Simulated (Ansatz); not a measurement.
## Ligand exchange: C3H7I + C3H5FSn → C2H4FI + C4H8Sn

Species: C3H7I (1-iodopropane) `CCCI`, singlet; C3H5FSn `C#[C][SnH]([CH3])[F]`, singlet; C2H4FI (1-fluoro-2-iodoethane) `FCCI`, singlet; C4H8Sn `C#[C][SnH]([CH3])[CH3]`, singlet. The partners trade CH3 for F: C–CH3 and Sn–F bonds give way to C–F and Sn–CH3.

Shapes, held fixed at every level: PBE0-D4/def2-TZVP. Flexible molecules stand in one conformer, not always the lowest. Programs: Ansatz 0.2.0. Electronic energies: no zero-point or thermal term.

| level | kind | ΔE (kJ/mol) | less CCSD(T)/def2-TZVPP |
| --- | --- | --- | --- |
| r2SCAN-D4/def2-TZVPP | meta-GGA | +118.5 | +7.6 |
| B3LYP-D4/def2-TZVPP | global hybrid | +116.4 | +5.5 |
| PBE0-D4/def2-TZVPP | global hybrid | +113.3 | +2.4 |
| wB97M-V/def2-TZVPP | range-separated hybrid | +114.6 | +3.7 |
| wB97X-V/def2-TZVPP | range-separated hybrid | +116.3 | +5.4 |
| B2PLYP/def2-TZVPP | double hybrid | +116.8 | +5.9 |
| MP2/def2-TZVPP | perturbation theory | +116.2 | +5.3 |
| CCSD(T)/def2-TZVPP | coupled cluster or CI | +110.9 | 0.0 |

The highest level, CCSD(T)/def2-TZVPP, gives ΔE = +110.9 kJ/mol; the levels span +110.9 to +118.5. The column of differences is taken from that level and isn't an error. No measured value is set beside it here. For atoms past krypton def2 sets carry core potentials with scalar relativity. Outer-core shells of I, Sn are correlated in most correlated rows, in sets that cover them unevenly.

Every level puts the exchange strongly uphill, so fluorine belongs on tin and methyl on carbon. The spread among methods is small beside the reaction energy, and the direction doesn't depend on the choice of functional.

The preference follows from the electronegativity gap. Tin is far more electropositive than carbon, so the Sn–F bond gains a large ionic contribution that C–F, though strong and polar itself, can't fully match. The methyl group pulls the same way: carbon overlaps well with another carbon of like size and energy, but less well with the diffuse valence orbitals of tin, so a sturdy C–C bond is traded for a weaker Sn–C one.

All the other levels lie above CCSD(T), with PBE0-D4 closest and r2SCAN-D4 furthest. Closeness doesn't follow the kind of method, as B2PLYP and MP2 do no better than most of the hybrids, and part of the offset may reflect the slower basis-set convergence of the coupled-cluster energy. The total alone can't show how much of the cost comes from moving fluorine and how much from moving methyl.
